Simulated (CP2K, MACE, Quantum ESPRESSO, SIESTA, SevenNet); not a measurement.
# Amorphous 47In₂O₃–53ZnO between −6 % and +6 % in volume: pressure, energy and Kohn-Sham gap from three PBE programs and two machine-learned potentials

Amorphous indium zinc oxide links In³⁺ and Zn²⁺ through O²⁻. Both cations have a filled d shell and an empty s shell, and these s shells form most of the lower conduction band. Squeezing the network should therefore move the gap, which suggests an optical gauge for hydrostatic load.

We set the brief ourselves. At full load the gap must have risen by at least 0.10 eV, the added pressure must stay below 8 GPa, and a reading error of 10 meV in the gap must correspond to less than 1 GPa. The candidates for full load are the five volumes of one 65-atom cell. Gap and pressure changes are counted from the unchanged cell at the same level. The three PBE programs supply both quantities; the two machine-learned potentials supply pressure and energy only.

## How the numbers were made

One cell of 65 atoms: 65 atoms (18 Sc, 10 Zn, 37 O) placed at random at 4.13 g/cm³, melted at 5000 K for 10 ps at fixed volume with the Morse and Coulomb pair potential with partial charges (Pedone, Malavasi, Menziani, Cormack and Segre, J. Phys. Chem. B 110, 11780 (2006)). Quenched from 5000 K to 300 K at 1000 K/ps and fixed volume, held 10 ps at zero pressure, then minimised at fixed cell. Then Sc was replaced by In and the cell scaled by 1.027 (the potential has no terms for the new elements, so the cell is a start for a DFT relaxation). Then the atoms were relaxed with SevenNet 0 in the fixed cell. After each change the atoms were relaxed again in the fixed cell with the same machine-learned potential, SevenNet-0; no DFT relaxation followed. All levels are single points on the same geometries, without spin polarisation; k-points Γ alone, a smearing of 0.05 eV. Levels: machine-learned interatomic potential MACE MP-0b2 small, trained on PBE(+U) plane-wave data; machine-learned interatomic potential SevenNet 0, trained on PBE(+U) plane-wave data; Quantum ESPRESSO 7.5, PBE, SSSP efficiency 1.3.0 pseudopotentials, plane waves (wave cutoff 816 eV); CP2K 2026.2, PBE, GTH-PBE pseudopotentials, Gaussian and plane waves, DZVP-MOLOPT-SR-GTH, diagonalisation (grid cutoff 800 Ry); SIESTA 5.4.2, PBE, PseudoDojo 0.4.1 norm-conserving pseudopotentials (converted to PSML), numerical atomic orbitals (DZP), diagonalisation (grid cutoff 500 Ry). Each level's energies count from its own run of the unchanged cell; in the Quantum ESPRESSO run of it, the cell has a density of 6.18 g/cm³, a pressure of -0.6 GPa and a spacing of 0.45 eV between highest filled and lowest empty level, and its k-points sample 10 Å along the shortest periodic direction.

Notes on method and selection:

- The geometry is the minimum of SevenNet-0, so that potential's own rows are favoured and the others carry forces.
- The atoms move by the relaxing potential between rows, so for the other levels the pressure isn't the slope of the energy along the series.
- The k-points sample a periodic length of only 10 Å along the shortest direction; all electronic-structure levels share this error.
- The gap is read on the run's k-points alone; semilocal functionals tend to put gaps under measured ones.
- The open machine-learned potentials were trained mostly on computed crystals (Materials Project trajectories and like sets), at PBE and PBE+U unless another functional is named.
- One small sample stands for the material.
- Where atoms are relaxed at each volume, a cell can fall into another minimum, and loose force tolerances leave some of the strain unrelaxed.
- GFN1-xTB was also tried at all five volumes, but its runs ended in errors and gave no rows.
- Runs that did not converge, have known faults or may not be shown are not listed, and runs on Ansatz's PAW sets soft_1 and soft_2 are kept to separate tables.

Columns:

- volume change (%): change of the cell's volume, all axes scaled alike.
- volume (Å³/atom): volume per atom.
- pressure (GPa): pressure, a third of the trace of the stress, positive under compression, without a kinetic term.
- energy (meV/atom): energy per atom less that of the unchanged cell at the same level.
- gap (eV): Kohn-Sham gap: lowest empty less highest filled level over the k-points of the run.

## The series

| member | level | volume change (%) | volume (Å³/atom) | pressure (GPa) | energy (meV/atom) | gap (eV) |
| --- | --- | --- | --- | --- | --- | --- |
| −6 % | MACE MP-0b2 small | −6 | 12.8829 | 6.361 | 14.977 | – |
| −3 % | MACE MP-0b2 small | −3 | 13.2940 | 2.885 | 3.570 | – |
| +0 % | MACE MP-0b2 small | 0 | 13.7052 | 0.119 | 0.000 | – |
| +3 % | MACE MP-0b2 small | 3 | 14.1163 | −2.475 | 2.996 | – |
| +6 % | MACE MP-0b2 small | 6 | 14.5275 | −4.638 | 12.088 | – |
| −6 % | SevenNet 0 | −6 | 12.8829 | 6.445 | 14.513 | – |
| −3 % | SevenNet 0 | −3 | 13.2940 | 2.829 | 3.224 | – |
| +0 % | SevenNet 0 | 0 | 13.7052 | −0.019 | 0.000 | – |
| +3 % | SevenNet 0 | 3 | 14.1163 | −2.713 | 3.545 | – |
| +6 % | SevenNet 0 | 6 | 14.5275 | −4.982 | 13.489 | – |
| −6 % | Quantum ESPRESSO, PBE | −6 | 12.8829 | 5.513 | 14.545 | 0.569 |
| −3 % | Quantum ESPRESSO, PBE | −3 | 13.2940 | 2.082 | 3.539 | 0.501 |
| +0 % | Quantum ESPRESSO, PBE | 0 | 13.7052 | −0.649 | 0.000 | 0.449 |
| +3 % | Quantum ESPRESSO, PBE | 3 | 14.1163 | −3.222 | 3.719 | 0.377 |
| +6 % | Quantum ESPRESSO, PBE | 6 | 14.5275 | −5.388 | 13.447 | 0.317 |
| −6 % | CP2K double zeta, PBE | −6 | 12.8829 | 7.778 | 19.965 | 0.542 |
| −3 % | CP2K double zeta, PBE | −3 | 13.2940 | 4.138 | 6.004 | 0.473 |
| +0 % | CP2K double zeta, PBE | 0 | 13.7052 | 1.251 | 0.000 | 0.423 |
| +3 % | CP2K double zeta, PBE | 3 | 14.1163 | −1.463 | 1.003 | 0.356 |
| +6 % | CP2K double zeta, PBE | 6 | 14.5275 | −3.736 | 8.586 | 0.300 |
| −6 % | SIESTA DZP, PBE | −6 | 12.8829 | 5.186 | 5.121 | 0.622 |
| −3 % | SIESTA DZP, PBE | −3 | 13.2940 | 1.543 | −1.447 | 0.534 |
| +0 % | SIESTA DZP, PBE | 0 | 13.7052 | −1.280 | 0.000 | 0.481 |
| +3 % | SIESTA DZP, PBE | 3 | 14.1163 | −3.973 | 7.945 | 0.410 |
| +6 % | SIESTA DZP, PBE | 6 | 14.5275 | −6.188 | 22.523 | 0.345 |

Least-squares fits to the whole series, with x = volume change (%); R² and errors in the fitted variable (y, or ln y where the fit is in ln y):

| y | level | members | fit | R² | rms residual | leave-one-out rms | the same for the mean of the others |
| --- | --- | --- | --- | --- | --- | --- | --- |
| pressure (GPa) | MACE MP-0b2 small | 5 | y = 0.05069 − 0.9119 x + 0.02221 x² | 1.00 | 0.058 | 0.19 | 4.9 |
| pressure (GPa) | SevenNet 0 | 5 | y = −0.09486 − 0.9465 x + 0.02260 x² | 1.00 | 0.068 | 0.23 | 5.0 |
| pressure (GPa) | Quantum ESPRESSO, PBE | 5 | y = −0.7168 − 0.9035 x + 0.02133 x² | 1.00 | 0.059 | 0.20 | 4.8 |
| pressure (GPa) | CP2K double zeta, PBE | 5 | y = 1.178 − 0.9543 x + 0.02307 x² | 1.00 | 0.063 | 0.21 | 5.1 |
| pressure (GPa) | SIESTA DZP, PBE | 5 | y = −1.369 − 0.9421 x + 0.02370 x² | 1.00 | 0.074 | 0.24 | 5.0 |
| energy (meV/atom) | MACE MP-0b2 small | 5 | y = −0.06866 − 0.2117 x + 0.3775 x² | 1.00 | 0.25 | 1.0 | 7.2 |
| energy (meV/atom) | SevenNet 0 | 5 | y = −0.07937 − 0.05757 x + 0.3908 x² | 1.00 | 0.24 | 0.99 | 7.4 |
| energy (meV/atom) | Quantum ESPRESSO, PBE | 5 | y = 0.08914 − 0.06720 x + 0.3867 x² | 1.00 | 0.21 | 0.87 | 7.3 |
| energy (meV/atom) | CP2K double zeta, PBE | 5 | y = −0.04483 − 0.9253 x + 0.3976 x² | 1.00 | 0.20 | 0.81 | 9.0 |
| energy (meV/atom) | SIESTA DZP, PBE | 5 | y = −0.1416 + 1.473 x + 0.3872 x² | 1.00 | 0.21 | 0.84 | 11 |

## Reading the trend

Pressure rises with compression at every level, and the levels agree on the stiffness much better than on the zero of pressure. With B = −V dP/dV, the fitted slopes at the unchanged volume give 100 × 0.9035 = 90 GPa for Quantum ESPRESSO and 100 × 0.9543 = 95 GPa for CP2K, with the other three in between. The positive quadratic term means that the oxide stiffens as it is squeezed, because the repulsion between ions grows steeply at short distance. Inside the range the fits can be used for estimates: at −4 %, Quantum ESPRESSO should give −0.7168 + 0.9035 × 4 + 0.02133 × 16 = 3.2 GPa, with a leave-one-out error of 0.20 GPa.

At the unchanged volume the pressure runs from −1.280 GPa (SIESTA) to 1.251 GPa (CP2K). The fits place zero pressure near −1.4 % for SIESTA, −0.8 % for Quantum ESPRESSO and +1.3 % for CP2K. Since functional and geometry are the same, the differences must come from basis sets, pseudopotentials and other numerical settings. The offset shows in the energies too: SIESTA, under tension at the unchanged volume, has its lowest tabulated energy at −3 %.

The gap falls with every step of expansion in all three programs. From end to end the slope is (0.317 − 0.569) / 12 = −0.021 eV per % of volume in Quantum ESPRESSO, (0.300 − 0.542) / 12 = −0.020 in CP2K and (0.345 − 0.622) / 12 = −0.023 in SIESTA. The usual explanation for such oxides is that the bottom of the conduction band is antibonding between metal s and oxygen orbitals. Shorter bonds raise it faster than they raise the oxygen 2p states at the top of the valence band. The table holds only the gap, so the two band edges cannot be followed one by one.

## Exceptions

Largest departures from the fit to the whole series:

| member | level | pressure (GPa) | fit | computed − fit | in rms residuals |
| --- | --- | --- | --- | --- | --- |
| −3 % | SevenNet 0 | 2.829 | 2.948 | −0.119 | 1.8 |
| −3 % | Quantum ESPRESSO, PBE | 2.082 | 2.186 | −0.104 | 1.8 |
| −3 % | CP2K double zeta, PBE | 4.138 | 4.249 | −0.111 | 1.7 |
| −3 % | MACE MP-0b2 small | 2.885 | 2.986 | −0.101 | 1.7 |

The −3 % cell lies about 0.1 GPa below the pressure fit at every level, which points to the shared geometry, though a quadratic fit also misses any cubic term. SevenNet-0, whose minima these are, offers a check, since its energy should equal the work of compression. With a volume step of 13.7052 − 12.8829 = 0.8223 Å³/atom and 1 meV/Å³ = 0.1602 GPa, Simpson's rule from 0 to −6 % gives (0.8223 / 6) × (−0.019 + 4 × 2.829 + 6.445) / 0.1602 = 15.2 meV/atom, against 14.513 in the table. On expansion the same sum gives 13.6 against 13.489. The missing 0.7 meV/atom on compression would fit a small rearrangement into a lower minimum, though a sum over only three pressures has an error of its own; it is too small to upset the trend.

In SIESTA the gap rises by 0.088 eV from −3 % to −6 %, against 0.068 eV in Quantum ESPRESSO and 0.069 eV in CP2K. We suspect the basis or the real-space grid, and give this point less weight.

## Meeting the brief

The unchanged and expanded cells drop out, because their gap does not rise. That leaves −3 % and −6 %.

We use ΔP = P(x) − P(0), ΔG = gap(x) − gap(0), the sensitivity S = ΔG / ΔP, and the load error δP = 10 meV / S.

At −6 %, Quantum ESPRESSO gives ΔG = 0.569 − 0.449 = 0.120 eV and ΔP = 5.513 + 0.649 = 6.162 GPa. Hence S = 120 / 6.162 = 19.5 meV/GPa and δP = 10 / 19.5 = 0.51 GPa. CP2K gives ΔG = 0.542 − 0.423 = 0.119 eV, ΔP = 7.778 − 1.251 = 6.527 GPa and δP = 0.010 × 6.527 / 0.119 = 0.55 GPa. SIESTA gives ΔG = 0.622 − 0.481 = 0.141 eV, ΔP = 5.186 + 1.280 = 6.466 GPa and δP = 0.010 × 6.466 / 0.141 = 0.46 GPa. All three meet the brief.

At −3 % the gap rises by only 0.473 − 0.423 = 0.050 eV (CP2K) to 0.534 − 0.481 = 0.053 eV (SIESTA), about half the target, although the load error is still below 1 GPa.

A real gauge starts at zero pressure, which each program places at a different volume. Interpolating the gap linearly to that volume, we find rises to the −6 % cell of about 0.11 eV (Quantum ESPRESSO), 0.12 eV (SIESTA) and 0.15 eV (CP2K). The full loads are then the tabulated pressures, 5.513, 5.186 and 7.778 GPa. The −6 % cell still passes, but narrowly on gap in Quantum ESPRESSO and narrowly on load in CP2K.

Our pick is −6 %, with −3 % as a runner-up that fails on signal. PBE puts gaps too low, so we rely on the shift and not on the gap itself. PBE also tends to make oxides somewhat too soft, so the true load may be higher than calculated. Counted from the unchanged cell, the pick would fall if the true shift were more than (0.120 − 0.10) / 0.120 = 17 % below the Quantum ESPRESSO value. It would also fall if the glass densified permanently under load, since the gauge would then not return to its starting point.

## Conclusions

Between −6 % and +6 % in volume, changes in pressure and gap carry over from one PBE program to another much better than the pressure at a given volume does. This rests on one small sample, whose network was first formed as a scandium zinc oxide.

Two effects on the gap itself exceed the whole spread of tabulated gaps, 0.622 − 0.300 = 0.322 eV. The semilocal functional lowers the gap of transparent oxides of this kind by roughly 2 eV. In heavily doped films, electrons filling the bottom of the conduction band raise the optical gap, by roughly half an eV at high carrier density. Either harms the gauge only so far as it changes with load.
